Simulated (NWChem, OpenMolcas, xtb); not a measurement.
**How methods differ on AlBNH4F (SMILES [NH2][AlH][BH]F)**

The species is AlBNH4F (8 atoms), meant as a singlet with charge 0. SMILES: `[NH2][AlH][BH]F`. The coordinates come from a PBE0-D4/def2-TZVP relaxation. This is one conformer, not always the lowest.

Quantity: the HOMO–LUMO gap, in eV. The values are calculated.

```
           level            kind     program  value (eV)   CPU time
        GFN0-xTB  semi-empirical         xtb        2.82  under 2 s
    HF/def2-SVPD    Hartree–Fock  OpenMolcas       11.28       15 s
 SVWN5/def2-SVPD             LDA      NWChem        2.79       46 s
   PBE/def2-SVPD             GGA  OpenMolcas        2.96       43 s
  TPSS/def2-SVPD        meta-GGA  OpenMolcas        3.35       54 s
 B3LYP/def2-SVPD   global hybrid  OpenMolcas        4.75       41 s
  PBE0/def2-SVPD   global hybrid  OpenMolcas        5.12       42 s
B2PLYP/def2-SVPD   double hybrid  OpenMolcas        7.49       31 s
```

The values span 2.79 to 11.28 eV. Orbital gaps aren't excitation energies, and those of double hybrids come from the SCF part alone; they tend to grow with the share of exact exchange. CPU times are rough (shared hosts, several kinds of processor): they show what a rung costs within a factor of a few.

The three semi-local functionals keep the gap between 2.79 and 3.35 eV, while the global hybrids open it to 4.75 and 5.12 eV and Hartree–Fock reaches 11.28 eV. This spread probably arises because nonlocal exchange stabilises the occupied orbitals but gives the empty ones no comparable exchange attraction. TPSS lies above PBE without any exact exchange, so the form of the semi-local functional matters too, though far less.

Chemically, trivalent boron and aluminium each offer a formally vacant p orbital, which suggests a LUMO of mainly B/Al p character. Donation from the nitrogen and fluorine lone pairs should push these acceptor levels up, but only partly. The HOMO is probably the Al–B σ bond, which lies high because both partners are electropositive, rather than a lone pair on the electronegative fluorine.

The closeness of GFN0-xTB to the LDA and PBE values doesn't validate any of them, as a parametrised model can land there for unrelated reasons. Nor does a sizeable gap imply that this Lewis-acidic molecule would resist dimerisation through bridging amide or fluoride.
